The 1s orbital of a triply charged ion is close to the simplest object in atomic structure, one electron next to a bare nucleus, disturbed by one partner and by whatever shells lie outside. The table lists it from Dirac–Hartree–Fock calculations, and the three lightest ions are left blank. The question is how well their entries follow from the other eleven rows and a little theory.

One limit comes first. $\varepsilon$ is an orbital eigenvalue, without relaxation after ionisation, correlation, Breit or QED terms, so it is not a measured binding energy, and open shells are averages over the configuration. A single orbital is also partly a matter of convention: closed shells of the same symmetry can be rotated into each other at no cost in energy, and the choice changes where 2s closes over 1s, which happens between C³⁺ and N³⁺, at the edge of the blank.

Triply charged ions of the second and third periods, calculated with the B-spline radial atomic code, version 1, using all-electron four-component Dirac-Coulomb Hartree-Fock at the radial basis limit. Each atom is spherical, averaged over the nl configuration, with a Fermi nucleus. r_max is the peak of the 1s1/2 radial density, large plus small component.

| species | Z | electrons | configuration | ε(1s1/2) (eV) | <r>(1s1/2) (bohr) | r_max(1s1/2) (bohr) | <1/r>(1s1/2) (1/bohr) |
| --- | --- | --- | --- | --- | --- | --- | --- |
| Be3+ | 4 | 1 | 1s1 | ? | ? | ? | ? |
| B3+ | 5 | 2 | 1s2 | ? | ? | ? | ? |
| C3+ | 6 | 3 | [He] 2s1 | ? | ? | ? | ? |
| N3+ | 7 | 4 | [He] 2s2 | -493.352 | 0.22683 | 0.1482 | 6.6840 |
| O3+ | 8 | 5 | [He] 2s2 2p1 | -635.739 | 0.19758 | 0.1292 | 7.6729 |
| F3+ | 9 | 6 | [He] 2s2 2p2 | -796.955 | 0.17498 | 0.1144 | 8.6636 |
| Ne3+ | 10 | 7 | [He] 2s2 2p3 | -977.023 | 0.15699 | 0.1026 | 9.6560 |
| Mg3+ | 12 | 9 | [He] 2s2 2p5 | -1393.84 | 0.13018 | 0.08512 | 11.646 |
| Al3+ | 13 | 10 | [He] 2s2 2p6 | -1630.65 | 0.11991 | 0.07841 | 12.645 |
| Si3+ | 14 | 11 | [Ne] 3s1 | -1914.89 | 0.11105 | 0.07266 | 13.651 |
| P3+ | 15 | 12 | [Ne] 3s2 | -2222.88 | 0.10339 | 0.06768 | 14.661 |
| S3+ | 16 | 13 | [Ne] 3s2 3p1 | -2555.40 | 0.096709 | 0.06333 | 15.672 |
| Cl3+ | 17 | 14 | [Ne] 3s2 3p2 | -2911.53 | 0.090830 | 0.05949 | 16.687 |
| Ar3+ | 18 | 15 | [Ne] 3s2 3p3 | -3291.35 | 0.085613 | 0.05609 | 17.704 |

$Z$ is the nuclear charge, $\varepsilon$ the 1s eigenvalue, $\langle r\rangle$ and $\langle 1/r\rangle$ are averages over the 1s density, and $r_{\max}$ is the radius where the radial density peaks. For one Dirac electron at a point nucleus, with $\gamma=\sqrt{1-(Z\alpha)^2}$ and $c=1/\alpha$ in atomic units,

$$h=c^2(\gamma-1),\quad \langle 1/r\rangle=\frac{Z}{\gamma},\quad \langle r\rangle=\frac{2\gamma+1}{2Z},\quad r_{\max}=\frac{\gamma}{Z}.$$

Each column can be turned into a screening constant $\sigma$. For the lengths, the explicit $Z$ is replaced by $Z-\sigma$ while $\gamma$ keeps the true charge; for the energy, $h(Z-\sigma)$ is set equal to $\varepsilon$.

### N³⁺ to Al³⁺: four screening constants for one orbital

F³⁺ gives $\sigma=1.350$ from the energy, 0.440 from $\langle r\rangle$, 0.355 from $\langle 1/r\rangle$ and 0.278 from $r_{\max}$. This order holds in all eleven rows. From N³⁺ to Al³⁺ the energy value climbs from 0.980 to 2.061, the $\langle 1/r\rangle$ value only from 0.325 to 0.412.

Theory accounts for the gap in two steps. The first is the partner in 1s. For two electrons the $1/Z$ expansion of the Hartree–Fock energy is $E=2h+J+E_2$, where $J$ is the repulsion of two hydrogenic 1s clouds ($5Z/8$ hartree without relativity, and analytic with it) and $E_2\approx-0.11$ hartree is a rough recalled constant. The second-order term counts twice in the repulsion energy, which is $J+2E_2$, and the eigenvalue is half the sum of total and repulsion energy:

$$\varepsilon_{\rm core}=h+J+\tfrac32E_2 .$$

Matching $-Z^2/2+5Z/8$ to $-(Z-\sigma)^2/2$ gives an energy $\sigma$ near $5/8$. The Hellmann–Feynman theorem gives $2\langle1/r\rangle=-dE/dZ=2Z-5/8$ before the relativistic term, so this length sees $\sigma=5/16$. The eigenvalue carries the whole repulsion, while the size answers to a total energy in which the repulsion is shared between two electrons. That $\langle r\rangle$ comes first among the three lengths can be argued from where it samples the density: the partner's charge enclosed grows outward, so $\langle r\rangle$, which weights the tail, sees the most screening. The table shows the order but does not test that reason, which also leaves the order of the other two lengths open.

The second step is the $n=2$ shell. By Gauss's law a spherical shell outside the 1s cloud produces a constant potential there, equal to its $\langle1/r\rangle$ per electron. A constant lifts $\varepsilon$ and exerts no force, so it leaves the size alone. The lift $V=\varepsilon-\varepsilon_{\rm core}$ is 5.787 hartree for F³⁺. Divided by an effective charge of about 8 it adds 0.72 to a core value near 0.63, which is the 1.35 found above.

Further output of the same calculation lets the Gauss picture be checked. The sum of $\langle1/r\rangle$ over all six electrons of F³⁺ is 23.756 bohr⁻¹, and $23.756-2\times8.6636=6.429$ remains for the four outer ones. $V$ is 0.900 of that. The shortfall has the sign that penetration and exchange require. With hydrogenic orbitals the Coulomb minus half the exchange integral with 1s is $(17/81-8/729)Z=0.1989Z$ for 2s and $(59/243-56/6561)Z=0.2343Z$ for 2p, against $\langle1/r\rangle=0.25Z$ for both. For 2s²2p² this gives $(2\times0.1989+2\times0.2343)/1.00=0.87$, near the observed ratio but not equal to it.

These integrals make a model,

$$V=(0.1989\,n_{2s}+0.2343\,n_{2p})\,(Z-s),\qquad s=s_0+s_1m,$$

with $m$ the number of other $n=2$ electrons. Solving for $s$ in the six rows N³⁺ to Al³⁺ and fitting a straight line by unweighted least squares gives $s=1.226+0.356\,m$. The two constants trade against each other and against $E_2$, so neither is a physical charge. The residuals in $V$ run $+0.016$, $-0.009$, $-0.023$, $-0.026$, $+0.004$, $+0.037$ hartree. The largest is 1.0 eV, where the table is rounded to 0.005 eV or better, and the signs form an arc. A parabola through the same points has the intercept 1.148.

The lengths drift a little as 2p fills. Measured against the two-electron value, $\langle1/r\rangle$ falls short by $2a+b\,n_{2p}$, and a line through the same six rows gives $a=0.0063$ per 2s and $b=0.0144$ bohr⁻¹ per 2p electron, with residuals up to 0.0008. Lines through $\sigma$ give $0.3940+0.0225\,n_{2p}$ for $\langle r\rangle$ and $0.2630+0.0067\,n_{2p}$ for $r_{\max}$. The latter scatters by up to 0.004, the size of its rounding at F³⁺ and Ne³⁺. Outer charge leaking into the core is a likely cause of the drift, but hardly the only one: 2s penetrates more than 2p and still has the smaller share, so exchange and the choice of orbitals probably matter too. Part of the slope also depends on how $\gamma$ was divided out, since $Z$ and $n_{2p}$ rise together.

### Al³⁺ to Ar³⁺: a break in the energy, a slower drift in the size

From Mg³⁺ to Al³⁺ the eigenvalue falls by 236.8 eV, from Al³⁺ to Si³⁺ by 284.2 eV. The second difference there is $-47.4$ eV, against $-23.6$ to $-24.5$ eV at the next four ions and $-27.2$ eV (one hartree) for a bare $-Z^2/2$. The electron added at Si³⁺ goes into 3s, far out, and lifts the core potential less: $V$ grows by 2.49 hartree after 3.22 at the step before. The step in $\sigma$ from $\langle1/r\rangle$ drops from 0.013 to 0.008 and stays at 0.007 to 0.008. That it does not vanish, although the new electrons sit far out, is probably the work of the full $n=2$ shell, which draws in relative to the core: in the further output its mean $\langle1/r\rangle$ per electron is 0.178 of the 1s value at Al³⁺ and 0.191 at S³⁺.

S³⁺, which was not in any fit, tests the partition. The $n=2$ formula with the full shell gives 22.151 hartree, $V$ is 24.644, and 2.493 is left for three $n=3$ electrons. Their $\langle1/r\rangle$ in the further output sums to 2.560. The remainder also absorbs any error of the $n=2$ formula, which was already 0.037 at Al³⁺, so the agreement is good to a few per cent and no finer. For all outer electrons together $V$ is 0.928 of the summed $\langle1/r\rangle$, closer to one than in F³⁺. Where 3s closes, at P³⁺, the step in $\sigma$ from $\langle1/r\rangle$ does not change beyond its rounding of about 0.001. The second difference of $\varepsilon$ is some 0.8 eV out of line there, but the change from 3s to 3p filling falls at the same place, so the orbital convention cannot be singled out.

### The top of the table: predictions

Be³⁺ has one electron and nothing to fit. With $\gamma=0.99957$ the Dirac formulas should hold to the rounding of the table and every $\sigma$ should vanish; the finite nucleus shifts the energy by an amount of order $10^{-5}$ eV.

B³⁺ is the bare two-electron core. The energy bar is the uncertainty of the recalled constant, $1.5\times0.005$ hartree or 0.2 eV. A single-exponent orbital, with $E_2=-25/256$, would put $\varepsilon$ 0.50 eV higher. $\langle1/r\rangle$ is $5-5/16=4.6875$ plus 0.0029 from relativity, with half a unit of the third decimal as a chosen allowance for higher terms. The other two lengths are the weakest forecasts. Every known row has 2s², so the 2s share of $\sigma$ cannot be separated from the core share, and the ratio $a/b=0.43$ from $\langle1/r\rangle$ is assumed to carry over. That gives $a=0.0098$ and a core $\sigma$ of 0.3744 for $\langle r\rangle$, and $a=0.0029$ and 0.2572 for $r_{\max}$, with bars of $a$ plus the largest fit residual.

C³⁺ adds one 2s electron with $m=0$, one step outside the fitted range. In hartree, $h=-18.0086$, $J=3.750+0.003$, $\tfrac32E_2=-0.165$, so $\varepsilon_{\rm core}=-14.421$. The lift is $V=0.1989\times(6-1.226)=0.950$. The sum is $-13.471$ hartree, which without intermediate rounding is $-366.58$ eV. The uncertainty in $s$ is taken as the gap between the two intercepts, 0.078, plus the largest residual in $s$, 0.119 in all. It is worth $0.1989\times0.119=0.024$ hartree, and with the core bar in quadrature 0.68 eV. The lengths take one $a$ off the 2s² value, with a full $a$ plus the fit residual as bar (for $\langle1/r\rangle$, a full $a$ plus the allowance used at B³⁺) because of the orbital convention, so their $\sigma$ should fall between those of B³⁺ and N³⁺.

In the order $\varepsilon$, $\langle r\rangle$, $r_{\max}$, $\langle1/r\rangle$ (eV, bohr, bohr, bohr⁻¹):

- Be³⁺: $-217.737$, 0.37489, 0.2499, 4.0017, each to half a unit of the last digit.
- B³⁺: $-259.67\pm0.20$, $0.3241\pm0.0008$, $0.2107\pm0.0004$, $4.6904\pm0.0006$.
- C³⁺: $-366.6\pm0.7$, $0.2669\pm0.0005$, $0.1741\pm0.0003$, $5.686\pm0.007$.

A cheaper method ignores the electron count and extends the rows N³⁺ to Al³⁺ smoothly in $Z$, with a least-squares parabola for $\varepsilon$ and lines for the inverse lengths. It gives $-179.65$, $-265.34$ and $-369.92$ eV. It should fail at Be³⁺ for energy and lengths alike, because the partner electron is gone there.

The withheld rows as computed:

| species | Z | electrons | configuration | ε(1s1/2) (eV) | <r>(1s1/2) (bohr) | r_max(1s1/2) (bohr) | <1/r>(1s1/2) (1/bohr) |
| --- | --- | --- | --- | --- | --- | --- | --- |
| Be3+ | 4 | 1 | 1s1 | -217.737 | 0.37489 | 0.2499 | 4.0017 |
| B3+ | 5 | 2 | 1s2 | -259.727 | 0.32436 | 0.2105 | 4.6904 |
| C3+ | 6 | 3 | [He] 2s1 | -366.965 | 0.26718 | 0.1740 | 5.6844 |

Be³⁺ matches in all four columns within the rounding. The energy miss of $+0.00048$ eV sits at the edge of the half-unit 0.0005 eV and needs no cause. This row checks that the calculation solves the Dirac equation; it says nothing about screening. The smooth extension is 17.5 % too shallow in energy and 7 to 9 % off in the lengths, relative to the computed values.

B³⁺ has $\varepsilon=-259.727$ eV, 0.059 eV (0.02 %) below the prediction and 0.3 of the bar. In hartree the miss is 0.002, which a change of 0.0014 in $E_2$ would absorb, well inside the two figures recalled; the next term of the $1/Z$ series is mixed in with it. The single-exponent constant would have missed by $0.50+0.06=0.56$ eV. $\langle1/r\rangle=4.6904$ agrees within rounding, and its $\sigma$ of 0.313 is the $5/16$ of the Hellmann–Feynman argument, obtained with no fitted constant. The energy $\sigma$ is 0.631, near $5/8$. The two weak forecasts missed most in relative terms, and in opposite directions: $\langle r\rangle$ is 0.00022 bohr larger (0.07 %) and $r_{\max}$ 0.0002 bohr smaller (0.1 %) than predicted, both beyond rounding. The computed core $\sigma$ are 0.378 and 0.253. If the core $\sigma$ is the same in the fitted rows as at B³⁺, a pair of 2s electrons adds $0.394-0.378=0.016$ for $\langle r\rangle$ where 0.020 was assumed, and $0.263-0.253=0.010$ for $r_{\max}$ where 0.006 was assumed. For $r_{\max}$ the gap is within the scatter of its fit and the rounding of the entry taken together. For $\langle r\rangle$ it is well above the scatter, so either the ratio $a/b$ does not carry over unchanged from $\langle1/r\rangle$ to $\langle r\rangle$, or the core $\sigma$ itself drifts with $Z$; the table has only one two-electron row and cannot tell these apart.

C³⁺ has $\varepsilon=-366.965$ eV, 0.39 eV (0.11 %) below the prediction and 0.6 of the bar. The lift is 0.935 hartree against 0.950, which means $s=6-0.935/0.1989=1.30$. The parabola, which follows the curvature of the known rows, had moved the intercept from 1.226 down to 1.148, the wrong way, so the bar covered the miss in size while its source pointed in the opposite direction. At N³⁺, $s=7-2.171/0.3978=1.54$, and the step from C³⁺ is 0.24 instead of 0.356. The fitted slope was learned from added 2p electrons, so it need not hold for a second 2s electron. Part of it comes from the 2p electron being more strongly screened itself: in the further output for F³⁺ its $\langle1/r\rangle$ is below that of 2s, although the hydrogenic values are equal. Repulsion inside the shell matters as well. The Slater integrals in the further output for Mg³⁺ give an average repulsion, exchange included, of about 38 eV between two 2p electrons ($F^0-\tfrac{2}{25}F^2$), 37 eV between two 2s electrons ($F^0$) and 34 eV between 2s and 2p ($F^0-\tfrac16G^1$). A 2p electron is therefore the stronger screen for other 2p electrons, but not for 2s. How the difference in slope divides between these causes is not tested. The smooth extension lands 3.0 eV too deep at C³⁺ and 5.6 eV too deep at B³⁺.

For the lengths of C³⁺ the cheap method is no worse in one column. It gives $\langle1/r\rangle=5.686$, as does the model, and both are 0.03 % above the computed 5.6844. In $\langle r\rangle$ it is 0.22 % low where the model is 0.09 % low, and the model's miss in $r_{\max}$ is the size of the rounding. The lengths forgive a wrong electron count as long as the 1s partner is present, which is the Gauss argument again. From Be³⁺ to N³⁺ the energy $\sigma$ runs 0.000, 0.631, 0.808, 0.980, while that of $\langle1/r\rangle$ runs 0.000, 0.313, 0.321, 0.325. All twelve predictions lie inside their bars, but several bars were wide, the one on $\langle1/r\rangle$ of C³⁺ more than three times the miss.

That miss is 0.0019 bohr⁻¹, far above the rounding of 0.00005, and it breaks the assumption that both 2s electrons act alike. The first lowers $\langle1/r\rangle$ by $0.0063+0.0019=0.0082$, about two thirds of the 0.0126 fitted for the pair. The $\sigma$ from $\langle r\rangle$ shows the same, 0.378, 0.389, 0.393. A lone 2s electron is unscreened by a partner and may reach further into the core. But C³⁺ to N³⁺ is also the step where 2s closes and the mixing of 1s with 2s stops being fixed by the energy. The table gives one orbital in one convention, and it cannot say how much of the unequal step is penetration and how much is the definition of 1s; the sum of $\langle1/r\rangle$ over 1s and 2s, which no rotation changes in a closed pair, is free of the convention, but it also contains the change of 2s itself and so would not separate the two either.
